Stretching hexagonal-diamond silicon

At one per cent of strain along c, three sizes are worth remembering. The stress is about 2 GPa, the energy rises by only about 1 meV per atom, and the band gap shifts by about 50 meV. The crystal has the four-fold bonding of ordinary silicon, but its layers are stacked in a hexagonal order. Its c axis is set to a new length, while a, b and the atoms are free to adjust.

Hexagonal-diamond silicon (P6_3/mmc, 4 atoms per cell, unstrained a = 3.802 Å, c = 6.289 Å) strained along c, with a, b and the atoms relaxed; changes are relative to the unstrained crystal. Calculated with Ansatz 0.2.0 using LDA and plane-wave PAW, scalar-relativistic, without spin polarisation, with a 420 eV cutoff, a 12×12×6 k mesh and Gaussian smearing of 0.02 eV.

```
strain (%)  energy change (meV/atom)  volume change (%)  a change (%)  band gap (eV)
      -4.5                      26.9              -2.97          0.80          0.000
      -3.0                      11.8              -1.99          0.52          0.107
      -1.5                       2.9              -1.00          0.25          0.193
       1.5                       2.7               1.02         -0.24          0.344
       3.0                      10.8               2.06         -0.46          0.406
       4.5                      23.8               3.13         -0.66          0.322
```

1. Why does the energy rise both ways, while the gap goes up one way and down the other?

The unstrained crystal sits at a minimum of the energy. At a minimum the slope is zero, so the first effect of a small strain goes with its square and has the same sign for squeezing and stretching. Doubling the strain from 1.5 to 3 % therefore raises the energy about fourfold.

The gap is not at a minimum when the crystal is at rest. It can change in proportion to the strain, and then it must change sign with it. This is why a deformation that hardly matters on the scale of energies can still matter for the electrons.

2. Which costs more, squeezing or stretching?

Squeezing costs more: at 4.5 % it takes 26.9 meV per atom, against 23.8 for stretching. The usual reason is the shape of a bond's energy curve. The repulsion between neighbouring atoms grows steeply when they approach, while the attraction weakens gently when they part. The crystal thus becomes stiffer under compression and softer under tension, and the ratio of stress to strain falls from 216 GPa at −4.5 % to 188 GPa at +4.5 %.

3. How does one read a stress from a column of energies?

Stress is the slope of the energy with strain, divided by a volume. Let E be the energy change in meV per atom and e the strain in per cent. A least-squares fit to all six rows, with E set to zero for the unstrained crystal, gives

E = 1.252 e² − 0.0172 e³

The square term is the elastic spring. The cube term is the asymmetry of question 2. At e = 3 the slope is

dE/de = 2 × 1.252 × 3 − 3 × 0.0172 × 9 = 7.05 meV per %

which is 0.705 eV per unit strain. The volume per atom has grown by 2.06 %, from 19.68 to 20.09 Å³. A factor of 1.03 for the lengthened axis refers the force to the actual cross-section:

stress = 0.705 × 1.03 / 20.09 = 0.0361 eV/Å³ = 5.8 GPa

The stress computed directly in the same run is also 5.8 GPa. The energy of this row was part of the fit, but no stress was. The worst case is −4.5 %, where the estimate is 1.6 % too large in size; elsewhere it is within 1 %. This shows that energies and stresses agree with each other, not that either agrees with a measurement.

4. What do the sides do, and what would change if they were held?

When c is stretched, the sides draw in by about a sixth of the strain, and when c is squeezed, they bulge by a similar share. Most bonds in this structure are slanted. Drawing in the sides lets these bonds recover part of their length, at the price of bending the angles between them. Keeping the volume constant would take a side contraction of about half the strain, so the volume still follows c, by roughly two thirds of the strain.

If a and b were held at their unstrained lengths, the crystal would lose this way of relieving itself. The energy at a given strain would be higher, and the crystal would seem stiffer along c. The sign is certain, since a free relaxation can only lower the energy, but the size would need a run with held sides. A free-standing piece and a piece clamped at its sides therefore do not share one stiffness.

5. Which band edge widens the gap when c is stretched?

These runs cannot say, although their levels seem to. From −1.5 to +3 % the top of the occupied bands sinks by 0.22 eV on the program's scale, while the bottom of the empty bands hardly moves. But an infinite crystal has no natural zero for such levels, and the program's zero may itself drift as the volume changes. Measured from the mean electrostatic potential instead, the shifts are 0.18 eV down and 0.04 eV up. That is no fixed mark either, for in these runs this potential simply falls in inverse proportion to the volume. Only the distance between the edges, the gap itself, is free of such choices.

Why the gap widens is a separate question. In the runs that give its place, the highest occupied state lies at the zone centre Γ, where such states are built from bonding p orbitals. Stretching c acts on them in more than one way. The atoms move closer sideways as a shrinks, but the slanted bonds also turn towards c, which weakens the bonding of orbitals that point within the layers. The empty states at the other edge respond to the strain as well. The orbital weights are not among the results, so the mechanism stays open. Volume and shape also change together here, so the numbers do not divide the effect between them.

For small strains the rule is simple. A quadratic curve fitted by least squares to the four rows from −3 to +3 % has a slope of 50 meV per % at zero strain. It gives the gap of the unstrained crystal, which was computed separately and left out of the fit, to 1 meV.

6. Why, then, does the gap fall at +4.5 %?

The same curve would give 0.46 eV at +4.5 %, but the table has 0.32 eV. The occupied edge is not to blame, for it goes on sinking at its old pace. It is the empty edge that suddenly drops, by 0.14 eV between +3 and +4.5 %. Here the levels can be compared, because a zero that drifts smoothly with the volume cannot produce a sudden jump in one edge alone. The energy and the side length run on smoothly and the symmetry is unchanged, so the structure offers no matching jump.

The likely cause is a change of valley. The empty bands have several minima at different wave vectors, and each moves with strain at its own rate. The gap is set by whichever is lowest. Among the wave vectors of the mesh, the lowest at −3, 0 and +3 % is the valley at M, on the edge of the zone, which barely moves on the program's scale. By +4.5 % another one seems to have come down past it, falling by at least 0.09 eV per % on average over this last step. It can hardly lie at Γ, where at +3 % the empty states were still more than 1.2 eV above the occupied ones. The gap therefore most probably stays indirect.

This also explains why the energy is so much easier to extrapolate than the gap. The energy collects contributions from all occupied states and changes smoothly. The gap depends on two extreme states, and an extreme can change hands. Another crystal with several valleys close in energy can show a similar kink, if strain moves them at different rates.

7. Does the crystal become a metal at −4.5 %?

In this calculation it does, just barely. The printed zero hides an overlap of occupied and empty bands by 0.05 eV. The smooth curve of question 5 would have left a gap of about 0.01 eV, so the gap has closed faster than the curve foresees. The band edges were not located in this row, so the reason for the extra fall remains open. One candidate is a change of the highest occupied state, since p orbitals along c and p orbitals within the layers are expected to respond differently to the strain. The smearing is also narrow for a metal on this mesh, so the size of the overlap is only rough.

The overlap should not be taken for a prediction about real silicon. LDA makes the gap of silicon too small by roughly half an electronvolt, about ten times the overlap. Spin-orbit coupling, which is missing here, shifts the edges by a few hundredths of an electronvolt at most. A real crystal at this strain would most probably keep a gap.

8. Which digits can be trusted?

For the energies, the answer depends on the comparison. The two rows at ±1.5 % differ by 0.2 meV per atom, which looks like the asymmetry of question 2. But 0.08 of it comes from a small stress left in the starting crystal, and rounding can change the difference by up to 0.1. The asymmetry is safely read only at the larger strains.

For the gaps, the third decimal is of little use, and at +4.5 % even the second is in doubt. There the gap found on the mesh of wave vectors is 0.02 eV larger than the printed one. The fall from +3 % appears in both, so the kink does not hang on this difference. A mesh can also miss the true band edges where they lie between its points. The absolute gaps carry the much larger error of LDA, while their changes with strain are usually better described.

That leaves one question which matters for any use of the slope: at what strain does the second valley take over? On the mesh the change comes after +3 %. But the printed gap at +3 % is already 0.005 eV below the mesh gap, so another valley may be the lowest there too, between the points of the mesh. A method that corrects the gap may also shift the two valleys by different amounts and so move the crossing. To settle it, one would follow both valleys separately from +1.5 to +4.5 %, on a finer mesh, rather than the gap alone.
